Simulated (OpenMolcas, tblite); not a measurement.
## How methods differ on BGeNH6 (SMILES B[NH][GeH3])

BGeNH6 has 9 atoms, charge 0, and is taken as a singlet. SMILES: `B[NH][GeH3]`. The shape is that of a PBE0-D4/def2-TZVP optimisation.

```xyz
9

B    -0.8740    0.6295   -1.1629
N    -0.0233    0.6871   -0.0627
Ge    0.6652   -0.7614    0.8666
H    -1.2179   -0.4407   -1.5810
H    -1.2491    1.6470   -1.6748
H     0.2539    1.5984    0.2725
H     2.2016   -0.7148    0.8049
H     0.1149   -2.0152    0.1846
H     0.2173   -0.6760    2.3357
```

Quantity: the vertical ionisation energy (to the doublet cation), in eV. The values are calculated.

| level | kind | program | value (eV) | less CCSD(T)/6-31G* | CPU time (all runs) |
| --- | --- | --- | --- | --- | --- |
| GFN2-xTB | semi-empirical | tblite | 13.94 | +3.80 | under 2 s |
| GFN1-xTB | semi-empirical | tblite | 14.84 | +4.70 | under 2 s |
| IPEA1-xTB | semi-empirical | tblite | 16.17 | +6.03 | under 2 s |
| HF/6-31G* (spherical functions) | Hartree–Fock | OpenMolcas | 9.11 | -1.03 | 21 s |
| SVWN5/6-31G* (spherical functions) | LDA | OpenMolcas | 10.16 | +0.02 | 3.1 min |
| PBE/6-31G* (spherical functions) | GGA | OpenMolcas | 10.06 | -0.08 | 1.8 min |
| TPSS/6-31G* (spherical functions) | meta-GGA | OpenMolcas | 10.12 | -0.02 | 3.7 min |
| PBE0/6-31G* (spherical functions) | global hybrid | OpenMolcas | 10.27 | +0.13 | 1.8 min |
| CCSD(T)/6-31G* (spherical functions), open shells restricted | coupled cluster or CI | OpenMolcas | 10.14 | 0.00 | 81 s |

CCSD(T)/6-31G* (spherical functions), open shells restricted is the highest level here, not the true value. All-electron rows without a relativistic Hamiltonian named are non-relativistic. The values span 9.11 to 16.17 eV. The xTB values lack the empirical shift that such differences need. In the correlated wave-function rows the outer d shell of Ge is correlated, in sets not made for it. CPU times are rough (shared hosts, several kinds of processor): they show what a rung costs within a factor of a few.

The density functionals all lie close to the coupled-cluster ionisation energy, whereas Hartree–Fock falls 1.03 eV below it. The sign is what missing correlation would produce: ionisation breaks an electron pair, so the neutral molecule loses more correlation energy than the cation when correlation is left out, and the gap between them shrinks.

The electron probably leaves a π orbital based mainly on the nitrogen lone pair. Nitrogen is planar and the BH2 group lies in the same plane, which allows donation into the empty boron p orbital. This delocalisation stabilises the lone pair and should make it harder to ionise than in a comparable amine without such an acceptor.

PBE0 lies above PBE although Hartree–Fock lies far below both, so the result doesn't simply move towards the Hartree–Fock value as exact exchange is mixed in. The near-coincidence of SVWN5 with coupled cluster probably reflects cancelling errors, and since correlated energies converge more slowly with basis size than density-functional ones, the close ranking of the functionals could change in a larger basis.
